How well does the highest occupied level of a Kohn-Sham atom give the ionisation energy once the potential has been given the right long-range tail, and what is the remaining error made of? For the doubly charged ions from In²⁺ to Xe²⁺ the energy to remove a third electron is about 30 eV. The LB94 model potential overshoots it in every row, by about 2.5 eV (8 to 10 % of the tabulated value) when the electron is 5s and by 0.3 to 1.3 eV (1 to 4 %) when it is 5p. Inside the 5p shell two further scales compete, a spin-orbit constant between half an eV and one eV and an exchange break at the half-filled shell of a few eV. Three explanations of the error pattern are on offer: a uniform overbinding by the tail that all six ions share, an error that depends on the shell, and the spin-orbit coupling that a scalar-relativistic calculation leaves out. The last two can add.

Doubly charged 5p-block ions, computed with radks 1 (radial solver, with Libxc): all-electron scalar-relativistic, spin-polarised Kohn-Sham, LB94 model potential, spherical densities, Fermi nucleus. Each ion is in the ground configuration listed by NIST, with open shells filled at highest spin. Minus the highest occupied eigenvalue serves as the estimate of the ionisation energy.

```tsv
species	Z	electrons	configuration	−ε(highest occupied) (eV)	highest level mean radius (bohr)	highest level	NIST table (eV)	kind of table value	stated uncertainty (eV)	computed less table (eV)
In2+	49	47	[Kr] 4d10 5s1	30.722	2.2509	5s up	28.04415	measured	0.00012	2.68
Sn2+	50	48	[Kr] 4d10 5s2	32.935	2.1440	5s	30.506	measured	0.003	2.43
Sb2+	51	49	[Kr] 4d10 5s2 5p1	25.894	2.4238	5p up	25.3235	measured	n/a	0.570
Te2+	52	50	[Kr] 4d10 5s2 5p2	28.148	2.3027	5p up	27.84	measured	0.04	0.308
I2+	53	51	[Kr] 4d10 5s2 5p3	30.496	2.1884	5p up	29.57	measured	0.025	0.926
Xe2+	54	52	[Kr] 4d10 5s2 5p4	32.328	2.0517	5p down	31.05	semi-empirical	0.04	1.28
```

The column −ε(highest occupied) is minus the eigenvalue ε of the highest filled level, the next column is the mean radius ⟨r⟩ of that orbital, and "up" and "down" mark majority and minority spin. The error is the computed value less the NIST value, so a positive error means overbinding.

## The scale that all six rows share

Far from the ion, an outer electron sees Z protons screened by the other N − 1 electrons. With Z − N = 2 the potential must fall as −3/r in atomic units. Nucleus and Hartree term together supply −2/r, because the Hartree term counts all N electrons, and the exchange-correlation potential has to supply the last −1/r. A local density potential decays exponentially instead and leaves the outer level too shallow. LB94 adds, for each spin, a term in the reduced density gradient that is built to go over into −1/r where the density decays exponentially. In exact Kohn-Sham theory −ε of the highest level equals the ionisation energy, relaxation included. LB94 is a model potential with no parent energy functional, so its eigenvalue is an estimate of that quantity and no total-energy difference stands behind it.

The tail and the penetration of the core together fix the scale. A level in a −3/r field is bound by 13.6 eV × 9/n*², where n* is the effective quantum number, and n* = 2 gives 30.6 eV. The computed values correspond to n* between √(122.4/32.935) = 1.93 for Sn²⁺ and √(122.4/25.894) = 2.17 for Sb²⁺. A nominal n of 5 has shrunk to about 2 because these orbitals reach deep into the core.

This common tail suggests the tempting explanation. All six errors are positive and all six orbitals have mean radii between 2.05 and 2.42 bohr, so one might suppose that the corrected potential is a little too deep in that region and lowers every level alike. An extra attraction of the form −δ/r would shift each level by an amount that varies with inverse radius, by some ten per cent either way along this series. The errors vary by a factor of 2.68/0.308 = 8.7. Least-squares fits of the error over all six rows confirm the failure. A constant shift of 1.37 eV leaves an rms residual of 0.89 eV, a constant fraction of the tabulated value (4.8 %) leaves 0.86 eV, and a straight line in ⟨r⟩ leaves 0.82 eV. In²⁺ is the worst row each time. It has a larger orbital than I²⁺ or Xe²⁺ and more than twice the error of either. The common sign of the errors may owe something to the common construction, but the numbers exclude it as the source of the pattern.

## In²⁺ and Sn²⁺: the 5s rows

These two rows are the cleanest test of the potential. In²⁺ loses its only 5s electron and leaves a closed 4d¹⁰ core, and Sn²⁺ goes from a closed 5s² shell to 5s¹. No state involved carries orbital angular momentum, so spin-orbit coupling shifts neither ionisation energy in first order, and an s shell is spherical without any averaging. The levels of Sn²⁺ come out unsplit in spin because the shell is truly closed. Breit and QED terms are absent from the calculation, but for valence levels at this Z they are far below an eV. The errors of 2.68 and 2.43 eV, set against stated uncertainties of 0.003 eV or less, therefore belong to the model potential.

The step from In²⁺ to Sn²⁺ is better than either value, at +2.21 eV computed and +2.46 eV tabulated. One more proton pulls the orbital in from 2.25 to 2.14 bohr, and the second 5s electron screens it only in part. Most of the 5s error is thus common to both rows and cancels in the difference. The error falls by 0.25 eV when the electron removed has a partner of opposite spin in the same orbital, a sign that matters again at Xe²⁺.

Why 5s is overbound so much more than 5p is not decided by these data. A plausible guess is that the gradient term is attractive wherever the reduced gradient is large, which includes the boundaries between inner shells, and that the more penetrating s orbital collects more of it.

## Sn²⁺ to Sb²⁺: the change of shell

The fall of −ε from 32.935 to 25.894 eV is a change of orbital. The 5p electron is held off the nucleus by its angular momentum, is screened by the two 5s electrons, and does not share the strong relativistic stabilisation of an s orbital, which the scalar-relativistic treatment includes. The radius jumps back out to 2.42 bohr.

The computed drop is 7.04 eV and the tabulated one 5.18 eV, an excess of 1.86 eV. Fitting one constant error to the 5s rows and another to the 5p rows (the means, 2.55 and 0.77 eV) brings the rms residual over six rows down to 0.31 eV. The line in radius has the same number of parameters and leaves 0.82 eV, so the gain is not bought with freedom. The smallest 5s error is 1.9 times the largest 5p error. That the error depends on the shell is shown by the table.

Part of the excess is not the fault of the potential. The tabulated energy for Sb²⁺ removes the electron from the real lowest level, 5p₁/₂, which lies below the spin-orbit-free 5p level by ζ, the one-electron spin-orbit constant. A fair reference for this calculation would be lower by ζ, which raises the error of Sb²⁺ and narrows the gap to the 5s rows. With a rough, recalled ζ of 0.55 eV for Sb²⁺ the excess goes from 1.86 to about 1.3 eV. Closing it would take a ζ more than three times that size, so a shell-dependent error of order 1 eV remains.

## Sb²⁺, Te²⁺ and I²⁺: the majority-spin 5p rows

In these rows the electron leaves the majority-spin p shell as it fills from one to three. The computed steps are nearly even, +2.254 and +2.348 eV. The tabulated steps are +2.517 and +1.730 eV, so the table bends down by 0.787 eV at Te²⁺ where the calculation bends up by 0.094 eV. The difference, 0.88 eV, is the second difference of the error (Sb − 2·Te + I), and it is ten times the 0.084 eV to which the stated uncertainties of Te²⁺ (counted twice) and I²⁺ combine; none is stated for Sb²⁺. Without spin-orbit coupling no subshell closes after the second p electron, and only a gentle curvature of the steps is expected there (in lighter rows the measured steps curve slightly upward). With it, the 5p₁/₂ subshell is full after two, and the third electron has to draw on 5p₃/₂.

To make this quantitative, let s be the amount by which spin-orbit coupling changes the true ionisation energy, so that error = potential error − s. If λ(pⁿ) is the energy of the lowest level of pⁿ relative to the highest-spin term without spin-orbit coupling (negative when the level is lowered), then s = λ(pⁿ⁻¹) − λ(pⁿ). In first order the Landé interval rule gives λ = −ζ for p¹ (²P₁/₂), −ζ for p² (³P₀), 0 for p³ (⁴S, no orbital moment) and −ζ/2 for p⁴ (³P₂). The shifts s are then +ζ, 0, −ζ and +ζ/2 for Sb²⁺, Te²⁺, I²⁺ and Xe²⁺.

On its own this does not describe the errors. It predicts changes of +ζ, +ζ and −3ζ/2 from row to row, and the table shows −0.262, +0.618 and +0.352 eV, so only Te→I has the right sign. A least-squares fit of a constant plus these shifts to the four 5p errors returns a ζ of 0.05 eV and an rms residual of 0.36 eV, against 0.37 eV for a constant alone. With one ζ the first-order shifts also lie on a straight line over Sb, Te and I and cannot produce a bend.

First order is not enough here because ζ is not small against the term gaps. Those gaps are set by the Slater parameter F₂ (the radial integral F² divided by 25), roughly 0.2 eV as a recalled size. In p² the ³P₀ level mixes with ¹S₀, which lies 15F₂ higher, through a matrix element √2 ζ. The two-level problem gives

λ(p²) = ½[(15F₂ − ζ) − √((15F₂ + ζ)² + 8ζ²)],

which tends to −ζ for weak coupling and to −2ζ, two electrons in p₁/₂, for strong coupling. In p³ the ⁴S term mixes with ²P at 15F₂ through an element ζ, and is lowered by about ζ²/(15F₂), slightly more once the coupling of ²P to ²D at 9F₂ is kept. In p⁴, ³P₂ mixes with ¹D₂ at 6F₂ through ζ/√2.

An estimate with nothing fitted uses rough recalled sizes only: F₂ = 0.20 eV, ζ rising from 0.55 eV in Sb²⁺ by 0.15 eV per element, and 0.10 eV more in the triply charged ion left behind. For I²⁺ the product is p² with ζ = 0.95 eV, so λ = ½[2.05 − √(3.95² + 8 × 0.95²)] = ½[2.05 − 4.78] = −1.36 eV. The parent is p³ with ζ = 0.85 eV, lowered by 0.85²/3.0 = 0.24 eV, and s = −1.36 + 0.24 ≈ −1.1 eV. For Te²⁺ the parent p² with ζ = 0.70 eV has λ = ½[2.30 − √(3.70² + 8 × 0.70²)] = −0.95 eV, the product p¹ has −0.80 eV, and s = +0.15 eV. For Sb²⁺ s = +0.55 eV. The second difference of s is 0.55 − 0.30 − 1.1 ≈ −0.9 eV, and the error should bend by +0.9 eV. The table gives 0.88 eV. First order with the same growing ζ would yield only 0.55 + 0.20 − 0.95 = −0.2 eV, so most of the bend comes from the mixing of terms.

The closeness of the match is better than the inputs deserve. Plausible changes in the recalled ζ, its growth or F₂ move the estimate by one or two tenths of an eV. The comparison also rests on the assumption that the potential error runs linearly over these three rows, and a curvature of a few tenths cannot be excluded. What it supports is that spin-orbit mixing of a realistic size has the sign and magnitude of the bend. Turning the problem round, a single ζ solved to reproduce 0.88 eV exactly comes out at 0.8, 0.9 and 1.0 eV for F₂ of 0.15, 0.20 and 0.25 eV. The two constants trade against each other, the single ζ also absorbs the growth along the series, and three rows fix three unknowns, so these values test nothing beyond plausibility.

Adding s back to the error isolates the part due to the potential. With the recalled sizes it runs +1.1, +0.5 and −0.2 eV from Sb²⁺ to I²⁺, and with the solved ζ it starts near +1.5 eV and ends near zero. In each variant it falls from row to row, although with the solved ζ the evenness of the fall is imposed by the assumption of a linear run. The order of merit in the last column of the table is therefore misleading. The 0.308 eV of Te²⁺ does not mark a better potential there, and by this argument the 0.926 eV of I²⁺ is almost wholly spin-orbit coupling.

## Xe²⁺: the minority-spin electron

The fourth p electron has the opposite spin, and the spherical high-spin calculation places its bend here. The step falls from 2.348 to 1.832 eV, a break of 0.516 eV. The run is in the intended spin state as far as the inner levels tell: the 4s level is split between the spins by 226.746 − 226.604 = 0.142 eV in Xe²⁺ and by 191.305 − 191.165 = 0.140 eV in Te²⁺, both ions with two unpaired electrons. The table shows a break of only 0.250 eV, and at face value the calculation seems to exaggerate the half-shell effect. The argument that follows says the reverse.

Exchange counting gives the size of the break before spin-orbit coupling. Each pair of parallel p electrons is lowered by 5F₂ relative to the spherical repulsion. The highest-spin terms of p¹ to p⁴ contain 0, 1, 3 and 3 such units, since the fourth electron meets a spherical half shell of the other spin and gains nothing. The exchange contributions to the ionisation energy are 0, 5F₂, 10F₂ and 0, the contributions to the steps are +5F₂, +5F₂ and −10F₂, and the break at the half shell is 15F₂, about 3 eV.

Spin-orbit coupling hides most of this in the table, because it lowers the ionisation energy of I²⁺ by about 1 eV and raises that of Xe²⁺ by a few tenths. Removing the model shifts turns the tabulated steps into about +3, +3 and nearly 0 eV, with a break near 3 eV. Xe²⁺ took no part in fixing ζ, so the comparison with 15F₂ is a check. It gives 2.9 against 3.0 eV for the recalled sizes and 3.1 against 3.0 eV for the solved ζ at F₂ = 0.20 eV, but 2.8 against 2.2 and 3.3 against 3.8 eV at the ends of the range of F₂. The check holds to about a quarter and leans on the recalled F₂. The Xe²⁺ reference is semi-empirical, with a stated uncertainty of 0.04 eV, and would have to be wrong by some 2 eV to remove the discrepancy with the computed 0.516 eV.

On this reading the LB94 eigenvalues of this row resolve only a small part of the Hund's-rule structure, perhaps a fifth or a sixth; the fraction belongs to these ions and should not be carried to other rows. The potential error, which fell to about zero at I²⁺, jumps to about +1.6 eV at Xe²⁺. Its spread within the 5p shell is then wider than the 0.8 eV that still separates Xe²⁺ from Sn²⁺, so one constant per shell describes the raw errors better than it describes the potential. It is largest in the two 5p rows where the departing electron has no parallel partner and smallest where it has two, which is the pattern 0, 5, 10, 0 turned upside down. The near agreement of the computed I→Xe step (+1.83 eV) with the tabulated one (+1.48 eV) is then a cancellation between too weak an exchange break and the omitted spin-orbit shifts.

One column points the same way without the spin-orbit model. An electron that loses its exchange stabilisation should sit further out than the trend, yet the radius shrinks by 0.121 and 0.114 bohr over the majority-spin steps and by 0.137 bohr into Xe²⁺. The minority-spin potential holds its electron tightly. A guess at the cause is that the gradient term, built separately for each spin, is relatively deeper in the thinly populated channel, and the spreading of one or two electrons evenly over three p orbitals may contribute as an artefact of the spherical density. Neither is tested here. The In²⁺ to Sn²⁺ step, where pairing lowers the error, shows that overbinding on pairing is no general rule in this series.

For a neighbouring p shell the ratio of ζ to F₂ decides where the measured ionisation energies bend. In a lighter row ζ is much smaller and the bend sits at the half-filled shell, where a comparison with scalar-relativistic eigenvalues tests the exchange structure of the potential directly. In a heavier row the bend after the second p electron grows, and the raw error of a calculation without spin-orbit coupling says little about the potential until the shifts s have been taken out.
